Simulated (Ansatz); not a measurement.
## A series in volume scale on La2O3

Results calculated with Ansatz 0.2.0, not measured. Free energy against uniform scaling of the volume at fixed shape and fractions; periodic cell, basis, potentials, k mesh and filling as listed.

The cell before it is scaled or strained (space group P-3m1, No. 164):
```
CELL_PARAMETERS angstrom
3.93080 0.00000 0.00000
-1.96540 3.40420 0.00000
0.00000 0.00000 6.11200
ATOMIC_POSITIONS crystal
La 0.66667 0.33333 0.75376
La 0.33333 0.66667 0.24624
O 0.66667 0.33333 0.35411
O 0.33333 0.66667 0.64589
O 0.00000 0.00000 0.00000
```

Settings of every row: functional PBE; dispersion none; potentials PAW; wave cutoff 420 eV; density cutoff 1680 eV; k mesh 6x6x4; k shift 0x0x0; occupations fixed; smearing width 0 eV; spin none.

| row | volume scale | V (Å³/atom) | energy above lowest point (meV/atom) |
| --- | --- | --- | --- |
| 1 | 0.9 | 14.721 | 104.3 |
| 2 | 0.925 | 15.13 | 60.4 |
| 3 | 0.95 | 15.539 | 29.5 |
| 4 | 0.975 | 15.948 | 10.1 |
| 5 | 1 | 16.357 | 0.7 |
| 6 | 1.025 | 16.766 | 0 |
| 7 | 1.05 | 17.175 | 7.1 |
| 8 | 1.075 | 17.584 | ? |
| 9 | 1.1 | 17.993 | 40.6 |

Question: what energy above lowest point should row 8 give?

Worked fit of energy above lowest point. Take u = (V_r/V)^(2/3) − 1 with V_r = 16.152 Å³ an atom, which is twice the finite (Eulerian) strain; such expansions in the strain, on which the Birch-Murnaghan equation of state is built, carry the rest volume and the bulk modulus. The shown rows have u = 0.0638, 0.04454, 0.02613, 0.00851, -0.00837, -0.02457, -0.04011, -0.06943. Least squares give energy above lowest point = 4.23 + 555.5 × u + 15720 × u² + 2499 × u³ meV/atom; a parabola predicts inner rows, each left out in turn, worse (root mean square 0.19 against 0.036 meV/atom). All shown rows lie on it to the printed digit. Its lowest point lies at u = -0.0177, or V = 16.59 Å³ an atom, and the curvature there gives the bulk modulus at fixed shape and fractions, B = (4/9)(1 + u)² E″(u)/V = 129 GPa. Letting shape and atoms relax would as a rule lower it, by much in layered, chain or molecular crystals. The withheld row has u = -0.05506, so the fit gives 4.23 + 555.5 × (-0.05506) + 15720 × (-0.05506)² + 2499 × (-0.05506)³ = 20.9 meV/atom.

The calculation gave 20.9 meV/atom. The fit meets it to the printed digit.
